**Question: cheapest reliable way to get the RPA correlation pressure of an electron-hole liquid?**

I want the correlation pressure $P_c$ and the kinetic part $t_c$ of the correlation energy for the electron-hole liquid in Ge, at RPA level and $T=0$. I could difference $\epsilon_c$ between two densities, or integrate over the coupling constant, or borrow the jellium limit $P_c\to-0.0104\,n$ Ha. Which is cheapest for a given accuracy?

---

**Answer**

One density and one coupling strength suffice. Coordinate scaling gives $t_c$ and $P_c$ from two traces of the same matrix, and the only knob left is the number of imaginary frequencies. The jellium limit does not carry over.

**1. Scaling in RPA**

Conventions: $\hbar=1$ in formulas, Gaussian $e^2$, $v=4\pi e^2/(\varepsilon q^2)$ with constant $\varepsilon$, parabolic bands, fixed valley populations, energies per pair. Let $\Pi(i\omega)=-v^{1/2}\chi_0v^{1/2}$, with eigenvalues $a\ge0$ and $\chi_0$ the sum over all carrier species. With the interaction scaled to $\lambda v$,

$$E_c^\lambda=\int_0^\infty\frac{d\omega}{2\pi}\,\mathrm{Tr}\,[\ln(1+\lambda\Pi)-\lambda\Pi],\qquad U_c^\lambda=\lambda\frac{dE_c^\lambda}{d\lambda}=\int_0^\infty\frac{d\omega}{2\pi}\,\mathrm{Tr}\Big[\frac{\lambda\Pi}{1+\lambda\Pi}-\lambda\Pi\Big].$$

$U_c$ is the potential part, and $T_c=E_c-U_c$ at $\lambda=1$. Under $n_\gamma(\mathbf r)=\gamma^3n(\gamma\mathbf r)$ the orbitals scale with the coordinates and excitation energies gain a factor $\gamma^2$, so $\chi_0[n_\gamma](\mathbf r,\mathbf r',i\omega)=\gamma^4\chi_0[n](\gamma\mathbf r,\gamma\mathbf r',i\omega/\gamma^2)$. Two volume elements give $\gamma^{-6}$ and the Coulomb kernel gives $\gamma$, hence $a[n_\gamma](\omega)=\gamma^{-1}a[n](\omega/\gamma^2)$. Rescaling $\omega$ yields $E_c[n_\gamma]=\gamma^2E_c^{1/\gamma}[n]$, that is

$$E_c^\lambda[n]=\lambda^2E_c[n_{1/\lambda}],\qquad \epsilon_c^\lambda(r_s)=\lambda^2\epsilon_c(\lambda r_s)$$

for a uniform liquid with $r_s\propto n^{-1/3}$. Differentiating at $\lambda=1$, and using $P_c=n^2\,d\epsilon_c/dn$,

$$u_c=\frac1{r_s}\frac{d(r_s^2\epsilon_c)}{dr_s},\quad t_c=-\frac{d(r_s\epsilon_c)}{dr_s},\quad P_c=-\frac{nr_s}{3}\frac{d\epsilon_c}{dr_s}=\frac n3(2t_c+u_c)=\frac n3(2\epsilon_c-u_c).$$

The last form needs no second density. Its integrand per eigenvalue is $2\ln(1+a)-a-a/(1+a)=-a^3/3+a^4/2-\dots$. The $a^2$ term cancels, because a pure $\lambda^2$ term is a constant in $r_s$ and exerts no pressure.

For one-component unpolarised jellium (atomic units) at small $q$, $a=k_{TF}^2R(y)/q^2$ with $R=1-y\arctan(1/y)$, $y=\omega/(k_Fq)$, $k_{TF}^2=4k_F/\pi$. The $-a^2/2$ term gives $-(6/\pi^3)\int_0^\infty R^2dy\int dq/q$ with $\int_0^\infty R^2dy=\pi(1-\ln2)/3$. Higher rings cut the $q$ integral at $k_{TF}\propto k_F r_s^{1/2}$, so $\epsilon_c\to A\ln r_s+\text{const}$ with $A=(1-\ln2)/\pi^2=0.0311$ Ha $=0.846$ eV, and $P_c\to-nA/3=-0.0104\,n$ Ha $=-0.282\,n$ eV.

**2. A solvable model**

Replace the continuum by one pole per $q$: $-\chi_0=(nq^2/\mu)/(\omega^2+\Omega_q^2)$ with $1/\mu=1/m_e+1/m_h$, which obeys the f-sum rule and gives $a=\omega_p^2/(\omega^2+\Omega_q^2)$, $\omega_p^2=4\pi ne^2/(\varepsilon\mu)$. The fluctuation-dissipation theorem gives the structure factor per pair $S_0=q^2/(2\mu\Omega_q)$. Matching the free-gas slope $S_0=\tfrac34q(1/k_e+1/k_h)$ fixes $\Omega_q=sq$ with $s=2/[3\mu(1/k_e+1/k_h)]$. Keep $q<q_c$ with $q_c\propto n^{1/3}$ and independent of $\lambda$. With $x=q/q_c$, $w=\omega/(sq_c)$, $g=\omega_p^2/(sq_c)^2\propto r_s$ and $C=sq_c^4/(4\pi^2n)\propto r_s^{-2}$, the frequency integral is elementary, $\epsilon_c=CF(g)$, and scaling is manifest since $\lambda$ enters as $g\to\lambda g$:

$$F=\int_0^1x^2\Big[\sqrt{x^2+g}-x-\frac g{2x}\Big]dx=\frac{(2+g)S}{8}-\frac{g^2L}{8}-\frac{1+g}{4},$$

$$G=gF'=\frac g4(S-1-gL),\qquad p=2F-G=-\frac{(S-1)^2}{4},$$

where $S=\sqrt{1+g}$, $L=\operatorname{arsinh}(g^{-1/2})$, $u_c=CG$, $P_c=nCp/3$. For small $g$, $F\to(g^2/16)[\ln(g/4)+\tfrac12]$, so $A=Cg^2/16=\omega_p^4/(64\pi^2ns^3)$, independent of $q_c$, and exactly

$$P_c=-\frac{nA}{3}\,\frac{4}{(1+S)^2}.$$

For one-component jellium the same rule gives $s=2k_F/3$ and $A=9/(32\pi^2)=0.0285$ Ha, 8 % below the RPA coefficient derived above.

*Germanium inputs.* $\varepsilon=16.2$ (compiled static value at 300 K, Ioffe Institute). The compiled high-frequency value 15.9 (Skone 2014) differs by 2 %, and the gap of 0.66 eV (Wing 2021) lies far above the carrier frequencies, so a constant $\varepsilon$ serves. Typical values: pair density $n=2.3\times10^{-4}$ nm$^{-3}$, four conduction valleys, electron conductivity mass $m_e=0.12$, electron density-of-states mass 0.22 per valley, one hole band with $m_h=0.35$. Fermi surfaces are treated as spheres. Then $k_h=(3\pi^2n)^{1/3}=0.1895$ nm$^{-1}$, $k_e=k_h/4^{1/3}=0.1194$ nm$^{-1}$, $\mu=0.0894$, $\hbar\omega_p=14.8$ meV, $\hbar s=41.6$ meV nm.

*Cutoff.* The linear $S_0$ reaches its ceiling 2 at $q_0=0.195$ nm$^{-1}$, beyond which $\Omega_q=q^2/(4\mu)$. In units set by $q_0$, with coupling $g_0$, that tail adds $-g_0^2/24$ to $F$ in second order, while continuing the linear branch to $Xq_0$ adds $-(g_0^2/8)\ln X$. They match at $X=e^{1/3}$, or 0.273 nm$^{-1}$. I use the nearby $q_c=0.267$ nm$^{-1}$, chosen so that $g=16/9$, $S=5/3$, $L=\ln2$. The exact answers are

$$F=\tfrac5{54}-\tfrac{32}{81}\ln2=-0.18124,\quad G=\tfrac8{27}-\tfrac{64}{81}\ln2=-0.25138,\quad p=-\tfrac19.$$

With $C=23.15$ meV the model gives $\epsilon_c=-4.20$, $u_c=-5.82$, $t_c=+1.62$ meV and $P_c/n=-0.858$ meV, or $P_c=-32$ Pa. With the density-of-states masses the free kinetic energy is 3.83 meV per pair and its pressure $2.55\,n$ meV, so $P_c$ cancels about a third of it and matters for the zero-pressure density. Keeping the true $q^2/(4\mu)$ tail in place of the cutoff ($g_0=3.31$) gives $P_c/n=-0.83$ meV, so the cutoff shifts the result by 4 %.

**3. Work and memory**

Take a response basis of size $N$ (valley and angular channels, or plane waves for a drop surface) and $N_t=\kappa N$ transitions with energies $\Delta_t$ and real amplitudes $\rho_t$. Count multiply-adds per wave vector and frequency, at leading order.

- Build: $\Pi=\sum_t2\Delta_t\rho_t\rho_t^T/(\omega^2+\Delta_t^2)$ has $N^2/2$ independent entries with $N_t$ terms each, $N_tN^2/2$ in all.
- Cholesky $1+\lambda\Pi=LL^T$: eliminating a column with $k$ rows left updates about $k^2/2$ entries, and $\sum_kk^2/2\to N^3/6\equiv D$. Then $\mathrm{Tr}\ln(1+\lambda\Pi)=2\sum_i\ln L_{ii}$.
- Inverting $L$ costs another $D$ by the same sum, and $\mathrm{Tr}[\lambda\Pi/(1+\lambda\Pi)]=N-\|L^{-1}\|_F^2$.

The build is $3\kappa D$. I assume $\kappa=4$ for illustration, so $12D$. With $N_\omega$ frequencies:

- **A, one pass with $2\epsilon_c-u_c$:** $N_\omega(3\kappa+2)D=14N_\omega D$. One $N\times N$ array, overwritten in place.
- **B, central difference in density:** two builds and two factorisations, $N_\omega(6\kappa+2)D=26N_\omega D$. One array, used twice.
- **C, coupling-constant quadrature** $\epsilon_c=\int_0^1u_c^\lambda\,d\lambda/\lambda$ on $M$ Gauss nodes plus $\lambda=1$: $N_\omega[3\kappa+2(M+1)]D=(14+2M)N_\omega D$. Two arrays, since $\Pi$ must survive each factorisation.

All three grow as $N^3$ in work and $N^2$ in memory if the amplitudes are streamed in blocks. They differ in the prefactor and in how the error falls.

**4. How the errors fall**

All errors are relative, $p_{\rm approx}/p-1$, against $p=-1/9$.

*Frequencies (common to A, B, C).* Doing the $x$ integral exactly isolates this error. With $b^2=w^2+g$ and $\tau(y)=y\arctan(1/y)$, $p=\pi^{-1}\int_0^\infty I\,dw$ and

$$I=\frac23\ln\frac{1+b^2}{1+w^2}-\frac{2g}3+\tau(w)\Big(g+\frac{4w^2}3\Big)-\tau(b)\Big(\frac g3+\frac{4w^2}3\Big).$$

Map $w=(1+t)/(1-t)$ and use Gauss-Legendre in $t\in[-1,1]$. Continued from $w>0$, $I$ is analytic at $w=0$ and falls as $w^{-6}$, so both ends are regular. Its branch points sit at $w=\pm i,\ \pm i\sqrt g,\ \pm iS$. The map sends $w=i|w|$ to $t=e^{i\theta}$ with $\sin\theta=\sigma=2|w|/(1+|w|^2)$. The ellipse with foci $\pm1$ through that point has semi-axes $\sqrt{1+\sigma}$ and $\sqrt\sigma$, with sum $\rho$, and the Gauss error falls as $\rho^{-2N_\omega}$. The innermost point is $|w|=5/3$, $\sigma=15/17$, $\rho^2=5.3$. Each extra frequency gains about that factor, so $N_\omega$ grows as the logarithm of the inverse error.

*Differencing (B).* With $\ell=\ln r_s$, $\epsilon_c\propto e^{-2\ell}F(ge^{\ell})$ and $-d\epsilon_c/d\ell\propto\phi=(1+S)^{-2}$. The central difference with step $\pm h$ is the mean of $\phi$ over the interval, so the error is $(h^2/6)\,\phi''/\phi$. From $dS/d\ell=(S^2-1)/(2S)$,

$$\frac{\phi''}{\phi}=\frac{(S-1)(2S^2-3S-1)}{2S^3}=-0.032\quad(S=\tfrac53).$$

The value is small because $\phi$ is near an inflection point. The full errors are $-2.1\times10^{-4}$ at $h=0.2$ and $-5.3\times10^{-5}$ at $h=0.1$. If the meshes scale with density, the frequency error is smooth in $\ell$ and B tends to A at the same $N_\omega$ as $h\to0$. If the two energies carry independent relative noise $\eta$, as with unscaled meshes, the worst case adds $|F/p|\,\eta/h=1.63\,\eta/h$. Minimising the sum gives a floor $\propto\eta^{2/3}$: for an assumed $\eta=10^{-4}$ the best step is $h=0.25$ and the floor is $9.9\times10^{-4}$.

*Coupling nodes (C).* The integrand $G(\lambda g)/\lambda\to(g^2/8)\lambda[\ln(\lambda g/4)+1]$ carries the high-density logarithm at the endpoint. Gauss nodes there are spaced as $M^{-2}$. Setting $\lambda=y/M^2$ splits $\lambda\ln\lambda$ into a linear term, which is integrated exactly, and $M^{-2}y\ln y$ on an interval element $M^{-2}dy$, so the error falls only as $M^{-4}$. It enters $p$ as $2\,\delta F/p=-18\,\delta F$.

| $N_\omega$ | A work / $D$ | B work / $D$ | frequency error | $M$ | C work / $N_\omega D$ | coupling error |
|---|---|---|---|---|---|---|
| 1 | 14 | 26 | $-0.40$ | 1 | 16 | $+0.31$ |
| 2 | 28 | 52 | $+8.7\times10^{-2}$ | 2 | 18 | $+5.0\times10^{-2}$ |
| 3 | 42 | 78 | $-1.7\times10^{-2}$ | 3 | 20 | $+1.3\times10^{-2}$ |
| 4 | 56 | 104 | $+2.8\times10^{-3}$ | 4 | 22 | $+4.6\times10^{-3}$ |
| 5 | 70 | 130 | $-3.5\times10^{-4}$ | 7 | 28 | $+6.0\times10^{-4}$ (extrapolated) |

The coupling errors use the exact frequency integral. The last is extrapolated from $M=4$ with $(M+\tfrac12)^{-4}$. Successive frequency errors fall by factors between 4 and 8.

*The free estimate.* Two things go wrong with $-0.0104\,n$ Ha. First, the coefficient depends on the species. The effective Hartree $\mu/\varepsilon^2$ is 9.27 meV here, which would give $-0.096$ meV. But $s$ is smaller than for one species of mass $\mu$ by $1+4^{1/3}$, which raises $A$ by $(1+4^{1/3})^3=17.3$, and the model's limit is $A=4.57$ meV, $P_c/n\to-1.52$ meV. Second, even the proper limit overshoots by $(1+S)^2/4=16/9$, an error of $+78$ %. The series $4/(1+S)^2=1-g/2+5g^2/16-\dots$ has its branch point at $g=-1$ and diverges at $g=16/9$, so more terms do not help. The limit is good to 10 % only for $g<0.205$, a density $6.5\times10^2$ times higher.

**5. Choices**

I add the magnitudes of the separate errors, which neglects cross terms, and take $h=0.1$ on scaled meshes for B.

| target | A | B | C |
|---|---|---|---|
| 10 % | $N_\omega=2$: $28D$ | $N_\omega=2$: $52D$ | $N_\omega=2,M=4$: $44D$ ($9.2\times10^{-2}$) |
| 1 % | $N_\omega=4$: $56D$ | $N_\omega=4$: $104D$ | $N_\omega=4,M=4$: $88D$ ($7.4\times10^{-3}$) |
| 0.1 % | $N_\omega=5$: $70D$ | $N_\omega=5$: $130D$ | $N_\omega=5,M=7$: $140D$ ($9.5\times10^{-4}$) |

| budget | A | B | C |
|---|---|---|---|
| $30D$ | $N_\omega=2$: $8.7\times10^{-2}$ | $N_\omega=1$: 0.40 | $N_\omega=1$: 0.40 |
| $60D$ | $N_\omega=4$: $2.8\times10^{-3}$ | $N_\omega=2$: $8.7\times10^{-2}$ | $N_\omega=3,M=3$: $3.0\times10^{-2}$ |

A wins every row, and it does so for any $\kappa$. At equal $N_\omega$, B costs $(6\kappa+2)/(3\kappa+2)$ times as much, 1.86 here and always between 1 and 2, while C costs $2MD$ more per frequency, and both contain A's frequency error plus their own. The work ratio is modest, but convergence in $N_\omega$ is geometric, so at $60D$ it becomes a factor 31 in error between B and A. With no matrix work at all only the limit is left, with its 78 %.

Three qualifications. If your code prints only energies but accepts a scaled interaction, scaling turns the density difference into a difference of $\epsilon_c^\lambda/\lambda^2$ at $\lambda=e^{\pm h}$ on the same $\Pi$, which costs one build and two factorisations, $14D$ per frequency like A, with B's $h^2$ error. If you take the eigenvalues of $\Pi$ (tridiagonalisation, $2N^3/3=4D$), every $\lambda$ comes free at $16D$ per frequency, still above A. And C becomes necessary when an exchange-correlation kernel not linear in $\lambda$ blocks the closed logarithm; then $\lambda=\nu^2$ softens the endpoint to $\nu^3\ln\nu$ and the same argument gives $M^{-8}$.

The small $N_\omega$ reflects the narrow spread of branch points, $1\le|w|\le5/3$. A wider spread lowers $\sigma$ at its edges and raises $N_\omega$ for all three routes alike. Since the single pole already shifts $A$ by 8 % in jellium and the cutoff shifts $P_c$ by 4 %, and since band anisotropy, the light-hole band and electron-hole scattering beyond RPA are absent, the values $t_c=1.6$ meV and $P_c/n=-0.86$ meV are the model's, and route A with three or four frequencies, $42D$ to $56D$, is already finer than the model itself.